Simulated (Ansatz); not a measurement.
# A series in volume scale on LaBRh3

Results calculated with Ansatz 0.2.0, not measured. Free energy against uniform scaling of the volume at fixed shape and fractions; periodic cell, basis, potentials, k mesh and filling as listed.

The cell before it is scaled or strained (space group Pm-3m, No. 221):
```
CELL_PARAMETERS angstrom
4.24200 0.00000 0.00000
0.00000 4.24200 0.00000
0.00000 0.00000 4.24200
ATOMIC_POSITIONS crystal
La 0.00000 0.00000 0.00000
B 0.50000 0.50000 0.50000
Rh 0.00000 0.50000 0.50000
Rh 0.50000 0.00000 0.50000
Rh 0.50000 0.50000 0.00000
```

Settings of every row: functional r2SCAN; dispersion D3(BJ); potentials PAW; wave cutoff 600 eV; density cutoff 2400 eV; k mesh 6x6x6; k shift 0x0x0; occupations fermi dirac; smearing width 0.1 eV; spin none.

Limits: coarse k mesh, up to 40 meV an atom off; dispersion damping borrowed.

| row | volume scale | V (Å³/atom) | energy above lowest point (meV/atom) |
| --- | --- | --- | --- |
| 1 | 0.92 | 14.045 | 61.1 |
| 2 | 0.9467 | 14.453 | ? |
| 3 | 0.9733 | 14.859 | 5.3 |
| 4 | 1 | 15.267 | 0 |
| 5 | 1.0267 | 15.674 | 7 |
| 6 | 1.0533 | 16.08 | 24.7 |
| 7 | 1.08 | 16.488 | 51.5 |

Question: what energy above lowest point should row 2 give?

Worked fit of energy above lowest point. Take u = (V_r/V)^(2/3) − 1 with V_r = 15.47 Å³ an atom, which is twice the finite (Eulerian) strain; such expansions in the strain, on which the Birch-Murnaghan equation of state is built, carry the rest volume and the bulk modulus. The shown rows have u = 0.06654, 0.02723, 0.00884, -0.0087, -0.02545, -0.0416. Least squares give energy above lowest point = 2.08 − 405.2 × u + 19053 × u² + 5514 × u³ meV/atom; a parabola predicts inner rows, each left out in turn, worse (root mean square 0.26 against 0.072 meV/atom). The rows lie off it by 0.0, 0.0, 0.0, 0.0, 0.1, 0.0. Its lowest point lies at u = 0.0106, or V = 15.23 Å³ an atom, and the curvature there gives the bulk modulus at fixed shape and fractions, B = (4/9)(1 + u)² E″(u)/V = 184 GPa. The withheld row has u = 0.04638, so the fit gives 2.08 − 405.2 × (0.04638) + 19053 × (0.04638)² + 5514 × (0.04638)³ = 24.8 meV/atom.

The calculation gave 24.9 meV/atom. The fit lies 0.1 meV/atom (0.16 % of the column's range) below it, one unit of the last digit.
